**Auger decay of an L3 hole in Ga³⁺: five groups forecast from nine**

A 2p₃/₂ (L3) hole in Ga³⁺ is filled by one $n=3$ electron while a second leaves the ion, so every row below is an L3-MM Auger group. The final holes are M1 = 3s, M2 = 3p₁/₂, M3 = 3p₃/₂, M4 = 3d₃/₂ and M5 = 3d₅/₂. The kinetic energy is a $jj$ configuration average, and the share is the group's percentage of the nonradiative rate, from independent-particle Coulomb rates.

Radial Dirac-Fock and Kohn-Sham solver 3: Auger groups of an L3 hole in Ga3+ ([Ar] 3d10) in a Watson sphere (charge -3 e, radius 3.0 Å). Kinetic energies are Dirac-Fock configuration averages from the vacuum level. Shares of the nonradiative rate come from independent-particle Coulomb rates on relativistic LDA orbitals of the hole state, with a Latter-tail continuum.

| final holes | kinetic energy (eV) | share (%) |
| --- | --- | --- |
| M4M5 | 1029.4 | 22.81 |
| M3M5 | 941.2 | 15.42 |
| M5M5 | 1030.1 | 15.40 |
| M3M3 | 849.3 | 13.38 |
| M3M4 | 939.4 | 10.28 |
| M2M3 | 846.1 | 9.239 |
| M1M3 | 795.4 | 5.881 |
| M2M5 | 935.9 | 4.361 |
| M4M4 | 1029.3 | 1.134 |
| M1M5 | ? | ? |
| M2M4 | ? | ? |
| M1M4 | ? | ? |
| M1M1 | ? | ? |
| M1M2 | ? | ? |

**(a) Forecast the five kinetic energies, with error bars.**

*Solution.* In the limit of two holes that ignore each other, $E(XY)=a_X+a_Y$ with one constant per subshell. A repulsion $F^0$ that is nearly a sum of one term per hole leaves this form intact, even though it differs from pair to pair, and so does the Watson sphere, which by electrostatics adds about 14.4 eV to every row. The known rows break the form: exchanging M4 for M5 once beside an M3 hole gains 1.8 eV, while doing it twice, from M4M4 to M5M5, gains 0.8 eV. A least-squares fit of five constants to the nine rows leaves an rms residual of 0.45 eV.

The next term in theory is exchange between the holes, which lowers their average repulsion and so raises the kinetic energy:

$$E(XY)=a_X+a_Y+\sum_k \begin{pmatrix} j_X & k & j_Y\\ \tfrac12 & 0 & -\tfrac12\end{pmatrix}^2 G^k(X,Y).$$

Within one subshell $F^k$ with $k>0$ replaces $G^k$, with a factor $(2j+1)/2j$. Only $k$ with $l_X+l_Y+k$ even enters the sum, and this parity rule and the triangle rule together set the extremes. Two 3s holes have no such term. A 3p₁/₂ hole reaches 3d₃/₂ through the dipole integral, $G^1/6$, but reaches 3d₅/₂ only through $G^3/14$.

If the radial integrals do not depend on $j$, the M2M4 energy follows without any orbital model. Let $\Delta_d$ be the 3d splitting, $y$ the one combination of $F^2$ and $F^4$ that enters the dd spacings, and $x=G^1/12-G^3/28$:

$$0.7=\Delta_d+y,\quad 0.1=\Delta_d-\tfrac53 y\;\Rightarrow\;\Delta_d=\tfrac{5(0.7)+3(0.1)}{8}=0.475\ \text{eV},$$

$$x=1.8-\Delta_d=1.325\ \text{eV},\qquad G^1/6-G^3/14=2x,$$

$$E(\mathrm{M2M4})=935.9-0.475+2(1.325)\approx 938.1\ \text{eV}.$$

Exchange thus outweighs the spin-orbit splitting and lifts M2M4 above M2M5, although M4 is the deeper hole.

M1M2 is as direct, because 3s has the same coefficient, $1/6$, with both 3p subshells. The 3p splitting is $\Delta_p=5.3-1.2x=3.71$ eV, and $E(\mathrm{M1M2})=795.4-3.71\approx791.7$ eV.

The other three rows need 3s exchange integrals, which the known rows do not test, since M1 occurs only in M1M3 and $a_{\mathrm{M1}}$ absorbs any error there. For these, all integrals were computed from hydrogenic $n=3$ orbitals of equal mean radius, and one common scale was fitted with the five constants by least squares to the nine known rows. The rms residual falls to 0.10 eV, still above the 0.03 eV that rounding gives; including the hydrogenic $F^0$ under the same scale brings it to 0.059 eV. The single constants and the scale trade against the assumed orbital shapes, but differences of constants within a shell give splittings of 3.78 eV for 3p and 0.52 eV for 3d, close to the algebraic values.

For M1M1 the model doubles M1M3 without its exchange and subtracts M3M3 without its own, with fitted terms of 4.37 and 1.36 eV:

$$E(\mathrm{M1M1})=2(795.4-4.37)-(849.3-1.36)\approx734.1\ \text{eV}.$$

The forecasts rest on this algebra and on a rough estimate of the 3s exchange, and their bars allow for an error of 20% in it and for other radial choices. The fit's values stand beside them, with bars that combine the fit scatter with the shifts from adding $F^0$, using a common nuclear charge and scaling the 3s exchange by 20%.

- M2M4: 938.0 ± 0.4 eV, above M2M5 (fit 937.8 ± 0.7; additive 935.5, below M2M5)
- M1M2: 791.7 ± 0.5 eV (fit 791.6 ± 0.3)
- M1M5: 883.5 ± 1.5 eV, with M1M4 lower by 0.3–0.7 eV (fit 883.3 and 882.7, each ± 0.9)
- M1M1: 735 ± 2.5 eV, several eV below the additive 740.9 (fit 734.1 ± 2.3)

**(b) Forecast the five shares.**

*Solution.* One limit is pure counting, with the same share for each pair of holes. The known rows refute it: the share per pair runs from 0.19% for M4M4 to 2.2% for M3M3, and M4M4 lies only 0.1 eV from M4M5, which has five times its share per pair. Theory argues that the filling step matters. A 3p₃/₂ electron drops into 2p₃/₂ by monopole transfer, and 3d₅/₂ has the larger angular factor of the two 3d subshells for dipole transfer. All five known M3 groups carry at least 0.64% per pair, and none of the unknown groups contains M3. But M4M5 and M5M5 carry 0.950% and 1.027% per pair without M3, so its absence alone does not make a group weak, least of all M1M5, which contains M5.

That argument at most hints at weak groups and gives no number, so the sum rule has to serve. Five subshells form fifteen groups and the nine known shares add to 97.905%, which leaves 2.095% for the five unknown groups and M2M2. The ranges assume that shares keep descending down the table, that M2M2 is smallest, and that the remainder is otherwise split at random. This is bookkeeping without dynamics, and the ranges are wide for that reason. Their edges are set by judgement near the 5–95% intervals of that split, and the range for the ratio is a separate judgement, narrower than the split alone allows. Counting over the 34 remaining pairs serves as comparison, though it puts M1M2 (four pairs) above M1M1 (one pair), against the assumed order.

- M1M5: 0.6–1.1%
- M2M4: 0.35–0.65%
- M1M4: 0.2–0.5%
- M1M1: 0.08–0.33%
- M1M2: 0.02–0.23%
- M1M5/M1M4: 1.3–2.2 (counting gives 1.5)
- M2M2, by difference: below 0.15%

**(c) Compare with the computed values and account for hits and misses.**

The withheld rows as computed:

| final holes | kinetic energy (eV) | share (%) |
| --- | --- | --- |
| M1M5 | 883.6 | 0.5776 |
| M2M4 | 938.1 | 0.4687 |
| M1M4 | 883.1 | 0.4512 |
| M1M1 | 734.5 | 0.3019 |
| M1M2 | 791.7 | 0.2141 |

*Solution.* All energy forecasts hold. M2M4 lies 2.2 eV above M2M5, M1M4 lies 0.5 eV below M1M5, and the algebraic values for M2M4 and M1M2 match the table to its last digit. The additive model misses M1M1 by 6.4 eV and M2M4 by 2.6 eV, and only for M1M2 does it come within half an eV.

The fit lies below the computed energy in all five rows, by 0.08 to 0.42 eV, which is at most 0.4 of its own bar. The agreement does not test exchange as a law of nature, because a $jj$ configuration average has this term by construction. What it tests is that $j$-independent integrals and a nearly additive $F^0$ suffice. Nor are the rows observable peaks: the 3d⁸ multiplets of a real ion spread over several eV, so the summed dd share of 39.3% is safer than its three parts, and no ligands screen the final holes.

Two share forecasts miss. M1M5 has 0.578%, below the forecast 0.6–1.1%, and M1M5/M1M4 is 1.28, below 1.3–2.2. Both misses are narrow, and the split's own interval for M1M5, 0.55–1.07%, contains the computed value. The other four shares and the 0.08% left for M2M2 fall in range, but M1M4, M1M1 and M1M2 all sit near their upper edges. The split is flatter than a random one, and hits within such wide ranges earn little credit.

Counting, which the known rows refuted, comes closer than the median of the random split for four of the five groups. Their shares per pair span only 0.048% to 0.059%. It fails for M1M1, whose single pair carries 0.302%, about five times the mean of 0.062% over the remainder. The table holds no amplitudes, so it cannot say why.

The missed ratio limits the dipole argument of part (b). M5 beats M4 per pair by a factor of about six beside an M2 hole (0.363% against 0.059%), ties with it beside M3, and falls slightly behind it beside M1. The advantage therefore depends on the partner hole, and the dipole factor is only part of the angular algebra. With $j$-independent radial integrals, the term in which the partner fills the 2p₃/₂ hole and the 3d electron leaves has the same rate per pair for M4 and M5. The term in which the 3d electron fills it favours M5 by six to one for dipole transfer but M4 by nine to four for octupole transfer, and the weight of each multipole depends on which partner is ejected. A ratio below one, as beside M1, then needs the octupole part or interference between the two terms. These rates also lack the Breit term and final-state mixing, and the mixing of 3p⁻² with 3s⁻¹3d⁻¹ states is known to act on the M1M4 and M1M5 groups as well as on M2M3 and M3M3. An energy is a diagonal average, fixed by a few integrals with known coefficients, whereas a weak share is a squared sum of amplitudes. The angular factors fix which way each part of that sum leans. How large the dipole, octupole and interference parts are beside each partner is set by radial integrals that these shares do not show.
